An almost flat molecule joins a benzene ring to a four-membered ring containing a C=C bond. The benzene ring also carries a chlorine atom and a silyl group, SiH₃. The table lists its five lowest singlet excitations. Each lifts an electron out of an occupied orbital, leaving a hole, and puts it into an empty one. HOMO is the highest occupied orbital and LUMO the lowest empty one; HOMO-1 lies one step below the HOMO, LUMO+1 one step above the LUMO.

The five lowest vertical singlet excitations of C8H7ClSi in the gas phase, calculated with PySCF 2.14.0 using Tamm-Dancoff B3LYP/def2-SVP with density fitting and a frozen core in the response, at the GFN2-xTB geometry. The last two columns give the orbital pair with the largest weight in each state.

```csv
row,singlet energy (eV),singlet oscillator strength,singlet exciton size (Å),singlet orbital overlap lambda,singlet main from,singlet main to
1,2.940,0.005,3.190,0.810,HOMO,LUMO
2,4.200,0.002,3.190,0.690,HOMO-1,LUMO
3,5.220,0.000,3.760,0.350,HOMO-3,LUMO
4,5.320,0.081,4.190,0.700,HOMO-2,LUMO
5,5.600,0.000,4.170,0.350,HOMO,LUMO+2
```

The oscillator strength measures how strongly light drives the excitation. The overlap lambda tells how far the two orbitals occupy the same space, from 0 for none to 1 for complete coincidence. The exciton size is the root-mean-square distance between electron and hole.

**(a) State 1 has the highest overlap of the five, yet state 4 absorbs far more strongly. Does the difference come from the photon energy or from the way charge moves?**

*Solution.* Light acts on a molecule by pushing charge to and fro. What it can grip is the product of the two orbitals, which behaves like an oscillating charge cloud with positive and negative patches. If the orbitals never meet, the product is zero and the state is dark. If they coincide everywhere but the patches alternate evenly around the molecule, no net charge sways from side to side, and the state is dark again. Lambda detects only the first case, because it is built from the magnitudes of the orbitals and ignores their signs.

The net sway is the transition dipole μ. With the excitation energy E, it gives the oscillator strength f, in atomic units:

f = (2/3) E μ²

For state 4, E is 5.32 eV, or 5.32/27.2 = 0.196 hartree, and the calculation gives μ = 0.788. Hence f = (2/3) × 0.196 × 0.788² = 0.081, as in the table. This relation defines f, so the agreement doesn't test any explanation; its use is to separate the two factors.

State 4 is about 18 times as strong as state 1. Its higher energy supplies a factor of 1.8, and its larger squared dipole supplies a factor of 9.9. The dipole of state 1 is only 0.25 atomic units, equivalent to moving one electron by about 0.1 Å, although its orbitals spread over the whole ring system. The Tamm-Dancoff approximation makes the absolute strengths approximate, but the weakness of state 1 clearly lies in how its charge moves.

**(b) Why do states 1, 2, 3 and 5 have such small transition dipoles, and why does state 4 escape?**

*Solution.* The plane of the molecule sorts the states first. A π orbital changes sign on reflection in this plane, while a σ orbital doesn't. The product of two π orbitals is therefore the same above and below the plane, and its dipole must lie within it. The product of a σ and a π orbital has opposite signs above and below, so its dipole can only stand upright.

The computed dipoles show this division. Those of states 1, 2 and 4 share one plane, which also contains the permanent dipole of the ground state, while those of states 3 and 5 point mainly out of it. The dipole of state 3 is practically upright; that of state 5 leans a little, a sign that the mirror symmetry of the whole molecule isn't exact. State 3 moves an electron from a mixture of σ orbitals, with less than a third of the hole on chlorine, into the π-type LUMO; state 5 moves one from the π-type HOMO into a σ* orbital centred on the silyl group. The upright dipole is small for two reasons. Hole and electron partly favour different atoms, and where they do meet, two p orbitals at right angles on the same atom form a four-lobed product, whose dipole is zero. What remains can come from s orbitals, for instance, or from products between neighbouring atoms.

State 1 is a π→π* excitation, so its weakness needs another cause. Consider the limit of a regular ring of eight carbon atoms with eight π electrons, and treat the orbitals as waves running around it. The electrons fill the waves with no and one full period per turn, and half fill the pair with two periods. HOMO and LUMO both come from this last pair, and their product alternates in sign from atom to atom. A dipole needs one positive side and one negative side, so it vanishes in this limit; the uneven outline of the real ring system, the bond across it and the two substituents leave only a remnant.

The lowest triplet supports this picture. It arises mainly from the same HOMO→LUMO step but lies 1.17 eV below state 1. Such a splitting comes largely from the repulsion of the orbital product with itself, which can be large even when its patches alternate. A large splitting beside a tiny dipole is what a strong but alternating product should give.

A step between waves whose numbers of periods differ by one is another matter: its product contains a part with one positive and one negative side, so it can carry a dipole. States 2 and 4 should draw mainly on steps of this kind. In state 2 the likely cause is a cancellation between two excitations; this is inferred from their weights, since neither their separate dipoles nor their relative sign is printed. The table names only HOMO-1→LUMO, but the computed state contains HOMO→LUMO+1 with practically the same weight, about 49% each. The two orbital gaps differ by only 0.13 eV, so even a modest coupling mixes them thoroughly. In an ideal hydrocarbon made of even-membered rings, occupied and empty π levels mirror each other, and two such partner steps have equal dipoles. Theory then gives a lower combination in which the dipoles oppose each other and an upper one in which they add; state 2 has the marks of the lower one.

State 4 also contains a pair of partners, HOMO-2→LUMO and HOMO→LUMO+3, but with unequal weights of 0.665 and 0.145. Dipoles add by amplitude, the square root of the weight, and √(0.145/0.665) is about one half. Even if the two steps have equal and opposed dipoles, about half of the larger contribution survives within this pair. A smaller third step, HOMO-1→LUMO, also takes part; the separate dipoles aren't printed, so its effect on the total remains open. The likely cause of the imbalance is chlorine: its π lone pair supplies about a third of HOMO-2 and has no mirror image among the low empty orbitals.

For a similar flat molecule, the same questions can be asked in turn. Does the electron pass between σ and π orbitals? If not, do both π orbitals come from the same pair of ring waves? If not, does a partner step of nearly equal energy cancel the dipole? One limit matters here: the method leaves out states in which two electrons are lifted together, and these can lie low in rings with eight π electrons. State 2 of the table may therefore not be the second singlet of the real molecule.

**(c) States 3 and 5 have the lowest overlap, and states 4 and 5 the largest excitons. Do these values identify charge-transfer states?**

*Solution.* In the limit of complete charge transfer, the hole sits on one part of the molecule and the electron on another. The overlap is then low and the exciton large, but the essential feature is the distance between the centres of the two charge clouds. In states 3, 4 and 5 this distance is nearly the same, between 1.7 and 1.8 Å, little more than the length of a bond. State 4 has twice the overlap of the other two at practically the same separation. The low overlap of states 3 and 5 has two sources: σ and π orbitals differ in shape, and hole and electron partly favour different atoms. By itself it doesn't single these states out as charge-transfer states.

The exciton size mixes several things. Two clouds with a common centre still have a large mean electron–hole distance if either cloud is wide. The distance grows further if the electron tends to be on one side whenever the hole is on the other. The squared size is accordingly a sum of four parts: the squared separation of the centres, the squared widths of hole and electron, and a term for their correlated positions.

For state 4 the sum, in Å², is 2.95 + 6.73 + 4.95 + 2.95 = 17.58, whose square root is the tabulated 4.19 Å. Without the last part the size would be 3.82 Å, close to that of state 3. State 4 is therefore larger than state 3 because its electron and hole avoid each other. A single orbital step cannot produce such avoidance, since the electron's distribution would then be the same wherever the hole is; it takes the mixture found in (b).

State 5 reaches nearly the same size in another way. Its electron cloud is 3.1 Å wide, against 2.1 Å in state 3; with the narrower cloud, its size would fall from 4.17 to 3.55 Å. The wide cloud might suggest a Rydberg state, in which the electron circles far outside the molecule. That reading is unsafe, because the receiving orbital is unbound and the basis set has no diffuse functions to describe a distant electron. Both the energy and the width of state 5 could change noticeably with a larger basis.

All three states do involve a moderate shift of the electron. In state 5 it goes from the rings towards the silyl group, in states 3 and 4 from the chlorine side towards the four-membered ring. Functionals with a small share of exact exchange tend to place states with strong charge transfer too low. States 3 and 4 are only 0.10 eV apart, less than the usual error of such a calculation, so their order is insecure and the bright state may really lie below the dark one. Its assignment should rest on its strong in-plane dipole and its π→π* character, not on its number in the list.
